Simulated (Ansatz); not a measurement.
# Errors in the atomisation enthalpy at 298 K

8 molecules holding Si, Ge, B, Al, Ga, P or As; the atomisation enthalpy at 298 K in kJ/mol, computed less measured. Shapes, held fixed at every level: PBE0-D4/def2-TZVP. Thermal terms are harmonic and unscaled (PBE0-D4/def2-TZVP); the spin-orbit lowering of the free atoms is taken from their spectra. Programs: Ansatz 0.2.0. Measured values: CRC Handbook of Chemistry and Physics, NIST-JANAF tables.

Levels: A = HF/def2-SVP; B = BHLYP-D4/def2-TZVPP; C = MP2/def2-SVP.

```csv
molecule,from tabulated heats,A,B,C
HBS (hydrogen boron sulfide),1015,-251,-31,-19
BI3 (boron triiodide),819,-285,-17,+23
B(OH)F2 (difluorohydroxyborane),2280,-565,-105,+7
GeF4 (SMILES [F][Ge]([F])([F])[F]),1880,-642,-142,-7
GeH4 (germane),1153,-280,+10,-76
B(BCl2)Cl2,2115,-477,-89,-2
PF5 (pentafluorophosphorane),2308,-979,-199,-211
Si(CH3)3Cl (chlorotrimethylsilane),5037,-1210,-99,-253
```

(1) Which level does best on this set, which worst, and which err to one side?

Answers

(1) 
```tsv
level	kind	mean error	mean absolute error	worst case
HF/def2-SVP	Hartree–Fock	-586.1	586.1	Si(CH3)3Cl
BHLYP-D4/def2-TZVPP	global hybrid	-84.0	86.5	PF5
MP2/def2-SVP	perturbation theory	-67.2	74.8	Si(CH3)3Cl
```

On this set MP2/def2-SVP has the smallest mean absolute error and HF/def2-SVP the largest. HF/def2-SVP is too low in 8 of 8; BHLYP-D4/def2-TZVPP is too low in 7 of 8; MP2/def2-SVP is too low in 6 of 8. The heats of GeF4, PF5, Si(CH3)3Cl come from older tables and can be uncertain by 10 kJ/mol or more. The molecules' own spin-orbit binding is left out, so errors for heavy halides read too negative. The tabulated values of HBS, BI3, B(OH)F2, B(BCl2)Cl2 are in doubt (older tables, estimates, or at odds with other calculations) and kept here. Over the 4 molecules whose values aren't doubted the mean absolute errors are A 777.8; B 112.5; C 136.8. For HF/def2-SVP the error grows with the size of the molecule. Hartree–Fock lacks correlation and underbinds. Correlated wave functions converge slowly with the basis. For atoms past krypton def2 sets carry core potentials with scalar relativity. Relativity is left out for Ge. Outer-core shells of Ge, I are correlated, in sets that cover them unevenly. The set is small.

The lead of MP2 over BHLYP isn't secure: over the four molecules with undoubted heats the order reverses, with mean absolute errors of 136.8 and 112.5 kJ/mol. The Hartree–Fock deficit, by contrast, is far larger than any plausible error in the reference heats.

Molecular size alone doesn't set that deficit. GeH4 and GeF4 have the same number of atoms and single bonds, yet the errors are -280 and -642 kJ/mol. Atomisation breaks up electron pairs and so loses correlation energy. In the fluoride, the compact, electron-rich fluorine shells add correlation between bond pairs and lone pairs that the hydride lacks.

MP2 reverses this order, with -76 for GeH4 but only -7 for GeF4, while PF5 remains at -211. The near agreement for GeF4 therefore probably reflects cancellation between basis-set incompleteness and the truncated perturbation series, and it doesn't support using MP2/def2-SVP for main-group fluorides in general.
